## Shear instability of relaxed Ta₃N and its course at larger strain

The relaxed Ta₃N cell carries practically no stress, yet its energy falls when it is sheared slightly, whichever way the shear is applied. In the table, strain is the change of angle between the y and z directions, in radians. The energy change is counted from the unsheared cell. The tensile stress along the pattern is the slope of the energy per volume against strain, so it is positive where the energy rises towards more positive strain. One row at the negative end is left open: what are its stress, its energy and its pressure?

Ta₃N (P-3m1, 4 atoms per cell, a = 3.022 Å, c = 7.558 Å) under yz engineering shear at fixed fractional coordinates, computed with Ansatz 0.2.0 (plane-wave PAW, PBE, scalar-relativistic, no spin polarisation). The cutoff is 420 eV, the Gamma-centred k mesh 18×18×6 and the Gaussian smearing 0.15 eV. Energies are free energies; pressure is positive in compression.

| strain | energy change (meV/atom) | tensile stress along pattern (GPa) | pressure (GPa) |
| --- | --- | --- | --- |
| -0.06 | ? | ? | ? |
| -0.045 | -1.3 | 0.46 | 0.35 |
| -0.03 | -0.7 | 0.44 | 0.15 |
| -0.015 | -0.2 | 0.24 | 0.04 |
| 0 | 0.0 | 0.00 | 0.01 |
| 0.015 | -0.1 | -0.12 | 0.04 |
| 0.03 | -0.2 | -0.04 | 0.15 |
| 0.045 | -0.1 | 0.29 | 0.35 |
| 0.0525 | 0.2 | 0.53 | 0.48 |
| 0.06 | 0.7 | 0.83 | 0.63 |

### A hilltop with two unequal slopes

A stable crystal resists a small shear: positive strain gives positive stress, and negative strain gives negative stress. Here the signs are reversed next to the start. The stress is 0.24 GPa at strain −0.015 and −0.12 GPa at 0.015, which makes a slope of −12 GPa, where a stable crystal has a positive shear constant. The unsheared cell therefore sits on a hilltop along this path. Its threefold axis forbids a shear stress of this kind, so the cell can rest there, much as a pencil can balance on its tip.

The energies tell the same story, but the first ones are hardly larger than the last printed digit, 0.1 meV/atom. The stresses are resolved much better and carry the argument. Adding them up along the positive branch gives 0.67 meV/atom at strain 0.06, where the table has 0.7. The two columns thus agree, and the small dips in energy are not noise of the printing.

The atoms keep their fractional coordinates while the cell is sheared. This restriction does not create the hilltop, because atoms free to move could only lower the energy of a sheared cell further. It can change how deep the valleys are and where they lie. Nor does the smearing seem to create the hilltop: the energies extrapolated to zero smearing also fall for both signs, and by more. The k mesh was not varied, and a soft shear constant of a metal can depend on it, so −12 GPa is a value for these settings.

The valleys on the two sides differ. On the positive side the energy reaches only about −0.2 meV/atom near strain 0.03 and then climbs. On the negative side it is already at −1.3 meV/atom at strain −0.045 and still falling, while the stress has almost stopped growing.

### Why the two directions differ

The difference follows from symmetry. A half turn about the z axis would change a positive yz shear into a negative one, so a crystal with such an axis must respond equally to both. This crystal has only a threefold axis along z, and no other operation of its symmetry exchanges the two directions. The energy may then contain a term in the cube of the strain, which lowers one side of the hill and raises the other.

The layers show what this means for the atoms. The size of the cell and the twelve Ta neighbours of each Ta imply close-packed Ta layers in the sequence ABC, as in a face-centred cubic metal, with nitrogen in one of the three gaps between them. Each layer rests in hollows of the layer below. Pushed one way, its atoms move towards neighbouring hollows; pushed the other way, they move towards the tops of atoms. In an ABC sequence every gap has the same easy direction, so the differences add up, whereas in a hexagonal AB sequence they alternate and cancel.

The same stacking suggests why there is a hilltop at all. Face-centred cubic tantalum is itself elastically unstable, and squeezing it along a cube axis leads to the body-centred cubic form that the metal prefers. The yz shear of the layers contains such a squeeze for one sign and a stretch for the other. The N–Ta distances tell which sign is which, because the six bonds of each nitrogen lie close to the cube axes. The shortest is 2.183 Å in the unsheared cell, 2.136 Å at strain −0.045 and 2.159 Å at 0.045. Negative strain thus squeezes one axis, while positive strain stretches that axis and squeezes the other two half as much. The deeper valley therefore starts in the direction of the body-centred form, which is also the direction towards neighbouring hollows. That Ta₃N inherits the instability itself from its tantalum layers remains a plausible guess, since no nitrogen-free crystal was computed.

### From the known side to the unknown one

The stress can be split into two parts. The odd part changes sign with the strain; it holds the instability and the stiffening that ends it. The even part is the same for both signs and expresses the difference between the two directions. When the stresses at +e and −e are added, where e is the size of the strain, the odd part cancels exactly:

stress(−e) = 2 × even part(e) − stress(+e).

This is useful because the row at +0.06 is known. The steep and strongly curved odd part need not be modelled, and only the even part has to be carried outward. For small strain it must start as a constant times e². The known pairs show that the even part divided by e² shrinks slowly with growing strain, and the simplest correction that symmetry allows is linear in e². The two outer pairs fix that line, since division by a very small e² would magnify the rounding of the innermost pair.

The estimate then runs as follows:

- Even part at 0.03: (−0.04 + 0.44)/2 = 0.20 GPa; divided by e², 222 GPa.
- Even part at 0.045: (0.29 + 0.46)/2 = 0.375 GPa; divided by e², 185 GPa.
- The step in e² from 0.045 to 0.06 is 1.4 times the step from 0.03 to 0.045, so the ratio at 0.06 becomes 185 − 1.4 × 37 = 133 GPa.
- Even part at 0.06: 133 × 0.06² = 0.48 GPa.
- Stress at −0.06: 2 × 0.48 − 0.83 = 0.13 GPa.

Two considerations set the error bar. If all the printed stresses were rounded in the most unfavourable way, the result would move by 0.10 GPa. A rehearsal is less kind: the same recipe, applied to the two inner pairs, puts the stress at −0.045 at 0.31 GPa, which is 0.15 GPa too low. That trial leans on the poorly resolved innermost pair, so it was used to widen the range and not to shift the forecast.

The energy follows from the stress, because the energy change is the sum of stress times strain step times volume. Simpson's rule over the four intervals between −0.06 and zero, with the forecast stress at the far end, gives −1.8 meV/atom. The forecast stress has a small weight in this sum, so the energy is much better determined than the stress.

The pressure needs only a mirror. Turning the sheared crystal by one third and two thirds of a full turn gives three shears that add up to zero, yet all three must produce the same pressure. A pressure proportional to the strain is therefore impossible, and the leading term goes as the square. The known pairs agree within the last printed digit, so the value at +0.06 is taken over.

The forecasts for strain −0.06 are:

- **Stress:** a steep drop, probably still positive; 0.13 GPa, range −0.02 to 0.28 GPa.
- **Energy change:** lower still, near the bottom of the valley; −1.8 meV/atom, range −1.95 to −1.65 meV/atom.
- **Pressure:** 0.63 GPa, range 0.60 to 0.66 GPa.

### The computed row

The withheld rows as computed:

| strain | energy change (meV/atom) | tensile stress along pattern (GPa) | pressure (GPa) |
| --- | --- | --- | --- |
| -0.06 | -1.8 | 0.25 | 0.65 |

All three values lie within their ranges, but they are not equally good hits. The computed stress is 0.25 GPa, so the forecast is too low by 0.12 GPa, about half of the computed value, and the result lies close to the upper end of the range. The direction was right: the stress does fall steeply and remains positive. The claim that the cell would be near the bottom of the valley stays undecided, since the stress is still more than half of what it was at −0.045.

The miss arises in the even part. The computed pair at 0.06 has an even part of (0.83 + 0.25)/2 = 0.54 GPa, against the extrapolated 0.48 GPa, and the recipe doubles this difference. Rounding is not to blame: with the unrounded stresses of the runs the same recipe gives 0.08 GPa, a larger miss. The rehearsal erred in the same direction, which suggests that the even part divided by e² shrinks more slowly at large strain than a straight line in e² allows.

Two other ways of continuing the stress do worse, and they fail in opposite directions. If the even part grew purely as the square of the strain, with the strength seen at 0.045, the stress would have reached 0.50 GPa. A power series up to the fourth power of the strain, fitted by least squares to the nine known rows, gives 0.04 GPa. That series meets every known stress within 0.01 GPa and still misses the next point by 0.21 GPa. A close fit inside the range was no guide to its accuracy one step outside.

The energy agrees with the forecast to the printed digit. This is a modest success, because −1.3 meV/atom had already been reached at −0.045 and the remaining step was short. The error in the stress changes the energy by only about 0.06 meV/atom.

The pressure is 0.65 GPa, slightly above its mirror value. Symmetry permits such a difference, since the pressure, like the energy, may contain a term in the cube of the strain. The unrounded pressures bear this out: the negative side is higher by 0.002 GPa at 0.03, by 0.005 GPa at 0.045 and by 0.012 GPa at 0.06, a growth close to that of a cube. Rounding hid the difference at the smaller strains and enlarged it at the largest.

### What the relaxed cell does not tell

For practical use, a vanishing stress after relaxation is no proof that a structure is stable. A small shear of each sign is a direct test: a stress that drives the cell further away exposes an instability. A restoring stress shows stability against that shear only if the atoms were free to relax. Where no symmetry operation exchanges the two signs, both branches have to be followed: here the positive one alone would have shown a dip of 0.2 meV/atom and hidden a valley several times as deep. These depths hold only for atoms kept at their fractional coordinates. At strain −0.06 two of the tantalum atoms feel forces of about 0.46 eV/Å, so the valleys are expected to be clearly deeper once the atoms relax. The calculation also includes no atomic vibrations, so it does not decide which shape a warm sample would show.

The bottom of the deeper valley lies beyond strain −0.06 on this path. Its true position may be elsewhere, because the atoms and the other strains were held fixed and the pressure had risen. Does the cell, once released from there, settle into a slightly tilted version of the same layers, or does it run on to a body-centred arrangement of tantalum?
